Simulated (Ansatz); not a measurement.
A series in volume scale on Pd

Results calculated with Ansatz 0.2.0, not measured. Plane-wave DFT, scalar-relativistic PAW made under PBE with cores redone for the functional, no dispersion; the given relaxed cell is scaled uniformly, energy at zero smearing counts from the unscaled cell, pressure at the given Fermi-Dirac smearing is positive in compression.

The cell before it is scaled or strained (space group P6_3/mmc, No. 194):
```
Pd
1.0
      2.7055     0.0000     0.0000
     -1.3528     2.3431     0.0000
      0.0000     0.0000     8.9463
Pd
4
Direct
  0.00000 0.00000 0.00000
  1.00000 0.00000 0.50000
  0.33333 0.66667 0.25000
  0.66667 0.33333 0.75000
```

Settings of every row: spin polarised yes; functional LDA; wave cutoff 420 eV; smearing width 0.05 eV; k mesh 15x15x4.

Atom:
| element | starting moment (Bohr magneton) |
| --- | --- |
| Pd | 0.5 |
| Pd | 0.5 |
| Pd | 0.5 |
| Pd | 0.5 |

Limits: search for a lower magnetic state is off; the cell comes from a prototype or a list of computed structures and needn't be the stable phase.

| row | volume scale | V (Å³/atom) | pressure (GPa) | energy change per atom (meV) |
| --- | --- | --- | --- | --- |
| 1 | 0.88 | 12.477 | 40.52 | 186.58 |
| 2 | 0.92 | 13.044 | 23.49 | 75.06 |
| 3 | 0.96 | 13.611 | ? | ? |
| 4 | 1.04 | 14.745 | -7.99 | 15.31 |
| 5 | 1.08 | 15.312 | -14.14 | 55.49 |
| 6 | 1.12 | 15.88 | -18.84 | 114.78 |

Largest site moment is 0 Bohr magneton in every row.

Question: what pressure and energy change per atom should row 3 give?

Worked fit of pressure. Take u = (V_r/V)^(2/3) − 1 with V_r = 14.745 Å³ an atom, which is twice the finite (Eulerian) strain; such expansions in the strain, on which the Birch-Murnaghan equation of state is built, carry the rest volume and the bulk modulus. The shown rows have u = 0.11778, 0.08515, 0, -0.02484, -0.04824. Least squares give pressure = −8.113 + 275.484 × u + 1156.6 × u² GPa; a straight line predicts inner rows, each left out in turn, worse (root mean square 3.3 against 0.33 GPa). The rows lie off it by 0.14, -0.24, 0.12, 0.10, -0.13 (root mean square 0.15 GPa). The withheld row has u = 0.0548, so the fit gives −8.113 + 275.484 × (0.0548) + 1156.6 × (0.0548)² = 10.46 GPa.

The calculation gave 10.26 GPa. The fit lies 0.20 GPa (1.9 % of the value, 0.34 % of the column's range) above it; its largest miss of a shown row is 0.24 GPa.

Worked fit of energy change per atom. Take u = (V_r/V)^(2/3) − 1 with V_r = 14.745 Å³ an atom, which is twice the finite (Eulerian) strain; such expansions in the strain, on which the Birch-Murnaghan equation of state is built, carry the rest volume and the bulk modulus. The shown rows have u = 0.11778, 0.08515, 0, -0.02484, -0.04824. Least squares give energy change per atom = 13.989 − 1083.042 × u + 21519.62 × u² meV; a straight line predicts inner rows, each left out in turn, worse (root mean square 61 against 3.8 meV). The rows lie off it by 1.63, -2.74, 1.32, 1.32, -1.53 (root mean square 1.8 meV). The withheld row has u = 0.0548, so the fit gives 13.989 − 1083.042 × (0.0548) + 21519.62 × (0.0548)² = 19.26 meV.

The calculation gave 16.84 meV. The fit lies 2.42 meV (14 % of the value, 1.4 % of the column's range) above it; its largest miss of a shown row is 2.74 meV.
